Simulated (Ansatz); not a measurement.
Pd: energy change per atom and pressure against volume scale

Plane-wave DFT, scalar-relativistic PAW made under PBE with cores redone for the functional, no dispersion; the given relaxed cell is scaled uniformly, energy at zero smearing counts from the unscaled cell, pressure at the given Fermi-Dirac smearing is positive in compression. The results are calculated, by Ansatz 0.2.0.

The cell before it is scaled or strained (space group P6/mmm, No. 191):
```
Pd
1.0
      4.3858     0.0000     0.0000
     -2.1929     3.7982     0.0000
      0.0000     0.0000     2.6023
Pd
3
Direct
  0.00000 1.00000 0.00000
  0.33333 0.66667 0.50000
  0.66667 0.33333 0.50000
```

Settings of every row: spin polarised yes; functional LDA; wave cutoff 420 eV; smearing width 0.05 eV; k mesh 9x9x14.

Atom:
| element | starting moment (Bohr magneton) |
| --- | --- |
| Pd | 0.5 |
| Pd | 0.5 |
| Pd | 0.5 |

Limits: search for a lower magnetic state is off; the cell comes from a prototype or a list of computed structures and needn't be the stable phase.

| row | volume scale | V (Å³/atom) | energy change per atom (meV) | pressure (GPa) |
| --- | --- | --- | --- | --- |
| 1 | 0.88 | 12.716 | 184.66 | 39.03 |
| 2 | 0.92 | 13.294 | 74.95 | 22.71 |
| 3 | 0.96 | 13.872 | 17.26 | 10.03 |
| 4 | 1.04 | 15.028 | ? | ? |
| 5 | 1.08 | 15.606 | 52.56 | -13.38 |
| 6 | 1.12 | 16.184 | 109.68 | -17.9 |

Largest site moment is 0 Bohr magneton in every row.

Question: what energy change per atom and pressure should row 4 give?

Worked fit of energy change per atom. Take u = (V_r/V)^(2/3) − 1 with V_r = 13.872 Å³ an atom, which is twice the finite (Eulerian) strain; such expansions in the strain, on which the Birch-Murnaghan equation of state is built, carry the rest volume and the bulk modulus. The shown rows have u = 0.05972, 0.02878, 0, -0.07552, -0.09766. Least squares give energy change per atom = 17.476 + 1362.54 × u + 23789 × u² meV; a straight line predicts inner rows, each left out in turn, worse (root mean square 63 against 2.6 meV). The rows lie off it by 0.97, -1.44, -0.22, 2.31, -1.62 (root mean square 1.5 meV). The withheld row has u = -0.05196, so the fit gives 17.476 + 1362.54 × (-0.05196) + 23789 × (-0.05196)² = 10.90 meV.

The calculation gave 14.13 meV. The fit lies 3.23 meV (23 % of the value, 1.9 % of the column's range) below it; its largest miss of a shown row is 2.31 meV.

Worked fit of pressure. Take u = (V_r/V)^(2/3) − 1 with V_r = 13.872 Å³ an atom, which is twice the finite (Eulerian) strain; such expansions in the strain, on which the Birch-Murnaghan equation of state is built, carry the rest volume and the bulk modulus. The shown rows have u = 0.05972, 0.02878, 0, -0.07552, -0.09766. Least squares give pressure = 10.042 + 408.35 × u + 1266.1 × u² GPa; a straight line predicts inner rows, each left out in turn, worse (root mean square 3.3 against 0.23 GPa). The rows lie off it by 0.09, -0.13, -0.01, 0.20, -0.14 (root mean square 0.13 GPa). The withheld row has u = -0.05196, so the fit gives 10.042 + 408.35 × (-0.05196) + 1266.1 × (-0.05196)² = -7.76 GPa.

The calculation gave -7.48 GPa. The fit lies 0.28 GPa (3.7 % of the value, 0.49 % of the column's range) below it; its largest miss of a shown row is 0.20 GPa.
